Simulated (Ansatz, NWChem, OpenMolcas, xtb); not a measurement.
**Computed against measured: dipole moment**

7 molecules; the dipole moment in D, computed less measured. Shapes, held fixed at every level: PBE0-D4/def2-TZVP. No vibrational averaging. Dipoles are compared by magnitude; molecules under 1 D, whose direction can flip, are left out. Programs: Ansatz 0.2.0, NWChem 7.3.0, OpenMolcas 26.06, xtb 6.7.1. A level may come from different programs for different species; with the same settings they agree closely. Measured values: NIST CCCBDB.

Levels: A = GFN2-xTB; B = HF/def2-SVP; C = r2SCAN/aug-cc-pVDZ; D = B3LYP/6-31G* (spherical functions).

```csv
molecule,measured,A,B,C,D
C2H2O (ethenone),1.42,+0.47,+0.26,+0.03,-0.02
CH2F2 (difluoromethane),1.97,+0.53,+0.30,-0.13,-0.28
SiH3Cl (SMILES [SiH3]Cl),1.31,+0.36,+0.26,+0.04,+0.37
C2H2F2 (vinylidene fluoride),1.38,+0.75,+0.08,-0.25,-0.43
CH5N (methylamine),1.31,+0.15,+0.13,-0.03,+0.10
C2H5F (SMILES CCF),1.96,+0.45,+0.20,-0.08,-0.26
C2H5N (N-methylmethanimine),1.53,0.00,+0.21,-0.07,-0.13
```

Q: Which level does best on this set, which worst, and which err to one side?

A: 
```
                             level            kind  mean error  mean absolute error  worst case
                          GFN2-xTB  semi-empirical      +0.387                0.387      C2H2F2
                       HF/def2-SVP    Hartree–Fock      +0.206                0.206       CH2F2
                r2SCAN/aug-cc-pVDZ        meta-GGA      -0.070                0.090      C2H2F2
B3LYP/6-31G* (spherical functions)   global hybrid      -0.093                0.227      C2H2F2
```

On this set r2SCAN/aug-cc-pVDZ has the smallest mean absolute error and GFN2-xTB the largest. GFN2-xTB is too high in 6 of 7; HF/def2-SVP is too high in 7 of 7; r2SCAN/aug-cc-pVDZ is too low in 5 of 7; B3LYP/6-31G* (spherical functions) is too low in 5 of 7. The set is small.

The C–F bond is the hardest test for the density functionals: the three fluorides have the most negative errors with both r2SCAN and B3LYP, and vinylidene fluoride is the worst case for each. Hartree–Fock errs the other way throughout, as expected when correlation is missing. Mean-field exchange alone leaves too much charge on the electronegative atom, and correlation normally moves some of it back by mixing in configurations of less ionic character.

B3LYP's small mean error is partly cancellation, since chlorosilane at +0.37 offsets the deficits in the fluorides. Exact exchange usually makes polar bonds more polar, so B3LYP's lower fluoride moments relative to r2SCAN probably reflect its small basis without diffuse functions, which describes the outer lone-pair density poorly. The ranking therefore supports r2SCAN/aug-cc-pVDZ as a combination for these molecules, not r2SCAN over B3LYP as a functional. Nor does GFN2-xTB's exact agreement for N-methylmethanimine show that it describes C=N polarity reliably, because a total moment can be right through compensating bond and lone-pair contributions.
